**Fractional 4p occupations of arsenic: a surface without breaks**

No row of this grid breaks a smooth energy surface by more than a few meV, and even that much is not established. The line of two 4p electrons, where exact theory puts a step of several eV in the slope of the energy, is crossed with a fitted step of $0.2\pm0.7$ meV. The missing step is a fault of spin-polarised LDA.

Quantum ESPRESSO ld1.x 7.5, all-electron scalar-relativistic, spin-polarised Kohn-Sham calculations with the LDA-PZ functional, spherical densities and a point nucleus, for As and its ions with the core [Ar] 3d10 4s2. The occupations and eigenvalues are those of the 4p shell, and energy changes are relative to the atom with two spin-up and one spin-down 4p electrons.

```
spin up occupation (electrons)  spin down occupation (electrons)  energy change (eV)  spin up eigenvalue (eV)  spin down eigenvalue (eV)
                         1.000                             0.250              22.080                  -20.801                    -20.163
                         1.000                             0.500              17.323                  -18.310                    -17.911
                         1.000                             0.750              13.122                  -15.890                    -15.702
                         1.000                             1.000              9.4683                  -13.545                    -13.545
                         1.250                             0.000              21.866                  -20.971                    -19.887
                         1.250                             0.250              17.172                  -18.480                    -17.672
                         1.250                             0.500              13.028                  -16.059                    -15.491
                         1.250                             0.750              9.4238                  -13.713                    -13.356
                         1.250                             1.000              6.3461                  -11.447                    -11.279
                         1.500                             0.000              16.917                  -18.632                    -17.394
                         1.500                             0.250              12.838                  -16.211                    -15.251
                         1.500                             0.500              9.2895                  -13.865                    -13.145
                         1.500                             0.750              6.2617                  -11.598                    -11.090
                         1.500                             1.000              3.7399                  -9.4183                    -9.0987
                         1.750                             0.000              12.546                  -16.347                    -14.972
                         1.750                             0.250              9.0629                  -14.000                    -12.905
                         1.750                             0.500              6.0916                  -11.734                    -10.879
                         1.750                             0.750              3.6197                  -9.5532                    -8.9102
                         1.750                             1.000              1.6313                  -7.4663                    -7.0119
                         2.000                             0.000              8.7397                  -14.122                    -12.624
                         2.000                             0.250              5.8332                  -11.854                    -10.638
                         2.000                             0.500              3.4177                  -9.6731                    -8.6982
                         2.000                             0.750              1.4793                  -7.5860                    -6.8232
                         2.000                             1.000                   0                  -5.6018                    -5.0278
```

Write $n_\uparrow, n_\downarrow$ for the spin up and spin down occupations, $E$ for the energy change, $\varepsilon_\uparrow,\varepsilon_\downarrow$ for the eigenvalues, $N=n_\uparrow+n_\downarrow$ and $m=n_\uparrow-n_\downarrow$; rows are named $(n_\uparrow,n_\downarrow)$. The zero, (2,1), is not the lowest spin arrangement of neutral arsenic, so the 8.74 eV at (2,0) is not the ionisation energy. The densities are spherical, so no row is a spectroscopic term. Janak's theorem, $\varepsilon_\sigma=\partial E/\partial n_\sigma$, is built into the method, yet integrated eigenvalues miss the energy differences by 1.4 to 2.9 meV, of which rounding can explain about 1 meV at most. The scalar-relativistic treatment is a guess at the cause. Energies and eigenvalues were therefore fitted separately.

**Why the surface is smooth**

A real atom with $N=2.5$ is a mixture of As and As$^+$, and mixtures interpolate linearly. LDA instead smears the fraction into one cloud and evaluates the energy from its density, without counting electrons. Each added fraction repels all charge already in the shell, including the rest of its own electron, so the level rises steadily. The spherical average also fills the three 4p orbitals of one spin equally, so none of them is completed at $N=2$ and nothing marks that integer. Aligning spins deepens the exchange hole and lowers the energy, and the gain must be even in $m$ because up and down are interchangeable. To lowest order, with $x=N-2$,

$$E=c_0+c_1x+\tfrac12Kx^2-\tfrac14Im^2 .$$

Since $\partial/\partial n_{\uparrow,\downarrow}=\partial/\partial N\pm\partial/\partial m$, the eigenvalues are $c_1+Kx\mp\tfrac12Im$, and $\varepsilon_\downarrow-\varepsilon_\uparrow=Im$. A fit to all 24 energies gives $c_0=9.480$, $c_1=-13.591$, $K=8.721$ and $I=0.731$ eV. For (2,1), with $x=m=1$, the model gives $9.480-13.591+4.361-0.183=0.067$ eV where the table has 0. That row was in the fit and is its worst; the rms residual is 29 meV.

The misfit arises because $K$ and $I$ drift with charge. Along $m=1$ the slope of the mean eigenvalue falls through 9.14, 8.55 and 7.83 eV per electron as $N$ goes from 1.5 to 3, and the splitting falls from 0.808 to 0.574 eV. Further output of the same calculation shows the shell swelling: the mean spin-up 4p radius is 2.16 bohr at (1.25,0) and 2.53 bohr at (2,1), while the Coulomb integral $F^0(4p,4p)$ drops from 11.34 to 9.78 eV. Frozen orbitals with Coulomb repulsion alone would give $\partial\varepsilon_\uparrow/\partial n_\downarrow=F^0$. The table gives 0.89, 0.86 and 0.79 of it at (1.25,0), (2,0) and (2,1). Orbital relaxation and correlation should reduce it, but the numbers do not separate them.

Terms $x^im^{2j}$ absorb the drift. The energies reach their rounding floor, 0.18 meV rms, at degree 5 (12 parameters, 24 values); the eigenvalues reach theirs, 0.25 meV, at degree 6 (15 parameters, 48 values). The high coefficients trade against each other and mean nothing singly. The output printed below gives the fits.

**The break that is missing**

The flat-plane condition follows from the mixture argument: the exact energy is linear in $N$ between integers, and constant in $m$ across mixtures of the degenerate spin components of the ground state. The slope should then jump at $N=2$ by the difference of the first two ionisation energies, roughly 9 eV as recalled. A step added to the eigenvalue fits comes out as $-0.7\pm0.9$ meV at degree 5 and $+0.2\pm0.7$ meV at degree 6.

LDA spreads the rise over the whole interval, and the energy sags below the straight line. From (2,0) to (2,1), $\varepsilon_\downarrow$ drifts by 7.596 eV. A parabola of that curvature lies $7.596/8=0.950$ eV below its chord at the midpoint, and the table gives 0.952 eV. This is the delocalisation error. Along spin, (1,1) lies 0.729 eV above (2,0). If (1,1) is read as a mixture of triplet components the gap should vanish, which makes it a static-correlation error. The gap is 0.65 of $F^2/5$, the Hartree-Fock exchange gain of a parallel p pair (1.12 eV at (2,0), from the further output). That integral sets only the scale: the splitting per unit $m$ runs from 0.58 to 0.72 of it over the three rows above.

**The one candidate: the empty spin-down shell**

Local exchange varies as $\rho_\sigma^{4/3}$ in the spin density $\rho_\sigma$, and is not smooth where $\rho_\sigma$ vanishes. At $n_\downarrow=0$ the outer tail is almost purely spin up, so the first spin-down charge should pull $\varepsilon_\downarrow$ down abruptly, leaving the edge rows above an extrapolation from inside. The sign is right. A degree-5 fit made without these four rows predicts $\varepsilon_\downarrow$ too low by 4.1 to 6.6 meV, whereas $\varepsilon_\uparrow$ is met within 1 meV. At $N=2$ the splitting per unit $m$ rises from 0.714 to 0.749 eV, most steeply in the last step.

The evidence stops there. Omitting the $n_\uparrow=2$ edge, where the spin-up density is far from vanishing, produces misses of 3 to 5 meV in $\varepsilon_\uparrow$, nearly as large. The other two edges, left out in turn, give eigenvalue misses of at most 2.3 meV, so a small true edge effect is not ruled out. A term $n_\uparrow^{4/3}+n_\downarrow^{4/3}$ lowers the degree-5 eigenvalue residual from 0.48 to 0.30 meV, but its amplitude shrinks through $-23$, $-11$ and $-5$ meV from degree 4 to 6, and degree 6 reaches the floor without it. Against the degree-5 extrapolation the edge rows stand out by at most about 7 meV, though a polynomial can absorb part of a true edge term. A small size is plausible because the 4s spin-down electron, which lies somewhat further in than 4p, keeps spin-down density under most of the 4p shell. An atom with no such partner, hydrogen being the extreme, should show it more clearly.

LDA does have a kink where a spin shell fills. On the lowest-energy path the slope changes from $\varepsilon_\uparrow$ to $\varepsilon_\downarrow$ at $n_\uparrow=3$, a jump $Im$ of one to two eV by extrapolation. For other p shells the sag should follow $F^0$: deeper for compact phosphorus or a cation, shallower for antimony.

The analysis program printed:

```
rows (up,down). rounding: 0.5 meV max if |v|>=10 eV, else 0.05; rms floor E 0.18, eps 0.25 meV
deg 2 E[4 par/24] rms 29.02 worst -66.9 (2.00,1.00) | eps[3/48] rms 167.66 worst -503.6 (2.00,1.00)dn meV
  quadratic E: c0 9.480, slope -13.591, d2E/dN2 8.721, I 0.731 eV
deg 3 E[6 par/24] rms 1.62 worst -3.2 (2.00,0.00) | eps[5/48] rms 10.21 worst -25.5 (2.00,1.00)up meV
deg 4 E[9 par/24] rms 0.31 worst +0.8 (1.50,0.25) | eps[8/48] rms 1.86 worst -3.7 (2.00,0.25)dn meV
deg 5 E[12 par/24] rms 0.18 worst +0.5 (1.00,0.50) | eps[11/48] rms 0.48 worst -1.1 (2.00,0.25)dn meV
deg 6 E[16 par/24] rms 0.16 worst +0.4 (1.50,0.25) | eps[15/48] rms 0.24 worst +0.6 (1.50,0.75)up meV
deg 4 + kink: E amp -1.1+-3.1 rms 0.31 | eps amp -3.9+-2.6 rms 1.81 meV
deg 4 + n^4/3: E amp -87.2+-25.5 rms 0.23 | eps amp -23.1+-2.1 rms 0.93 meV
deg 5 + kink: E amp -2.0+-2.4 rms 0.18 | eps amp -0.7+-0.9 rms 0.47 meV
deg 5 + n^4/3: E amp +29.9+-64.6 rms 0.18 | eps amp -10.9+-1.5 rms 0.30 meV
deg 6 + kink: E amp -1.3+-3.5 rms 0.16 | eps amp +0.2+-0.7 rms 0.24 meV
deg 6 + n^4/3: E amp +12.2+-241.1 rms 0.16 | eps amp -5.4+-2.6 rms 0.23 meV
deg 5 without down=0, table-predicted meV, in table order:
  E [ 2.1  0.4 -0.5 -0.3] up [-0.3 -0.2  0.2 -1. ] dn [4.1 5.2 5.7 6.6]
deg 5 without control down=1, table-predicted meV, in table order:
  E [ 0.2  0.  -0.4 -1.1 -2.6] up [-0.7 -0.5 -0.7  0.  -0.4] dn [-0.7 -0.8 -1.  -1.4 -2.3]
deg 5 without control up=1, table-predicted meV, in table order:
  E [-0.5  0.9 -0.1  0.2] up [ 1.3  0.7  0.2 -0.5] dn [ 0.6  1.1  0.7 -0.5]
deg 5 without control up=2, table-predicted meV, in table order:
  E [0.6 0.2 0.3 0.7 0.2] up [-5.  -4.2 -3.9 -3.4 -3. ] dn [ 1.2 -0.6  0.3  0.5  0. ]
Janak, Simpson integral minus dE (meV): along down [-1.8 -1.8 -2.2 -1.4] along up [-2.9 -1.8 -2.  -1.4]
up=2, down 0..1 : chord slope -8.7397, eps drift 7.596, E below chord [-0.722 -0.952 -0.706] eV
  E 2nd diff/h2 [7.856 7.634 7.346] eps 2nd diff [-0.0462 -0.0648 -0.0796] eV
down=1, up 1..2 : chord slope -9.4683, eps drift 7.943, E below chord [-0.755 -0.994 -0.736] eV
  E 2nd diff/h2 [8.256 7.962 7.637] eps 2nd diff [-0.0693 -0.0767 -0.0875] eV
m=1, N [1.5 2.  2.5 3. ] slope of mean eps [9.142 8.547 7.834] I [0.808 0.72  0.643 0.574] eV
N=2, m [0.5 1.  1.5 2. ] E-E(1,1) [-0.0445 -0.1788 -0.4054 -0.7286] eV
  -4dE/m2 [0.712  0.7152 0.7207 0.7286] split/m [0.714 0.72  0.73  0.749] eV; rise of split/m 4.9%
  d(split/m)/d(m2) [0.008  0.008  0.0109] eV; mean eps [-13.534 -13.505 -13.452 -13.373]
edge down=0 split/m [0.8672 0.8253 0.7857 0.749 ] eV
(2.00,1.00) F0 9.78; deps_up/ddown 7.73 (ratio 0.79), deps_dn/ddown 7.02 eV; <r>4p 2.53 bohr
   F2/5 0.994, I 0.574 (ratio 0.58); split 4p 0.574, 4s 0.613 eV
(2.00,0.00) F0 10.75; deps_up/ddown 9.25 (ratio 0.86), deps_dn/ddown 8.04 eV; <r>4p 2.29 bohr
   F2/5 1.122, I 0.749 (ratio 0.67); split 4p 1.498, 4s 1.513 eV
(1.25,0.00) F0 11.34; deps_up/ddown 10.10 (ratio 0.89), deps_dn/ddown 8.93 eV; <r>4p 2.16 bohr
   F2/5 1.196, I 0.867 (ratio 0.72); split 4p 1.084, 4s 1.080 eV
E(1,1)-E(2,0) 0.7286 eV = 0.65 of F2/5 at (2,0)
```
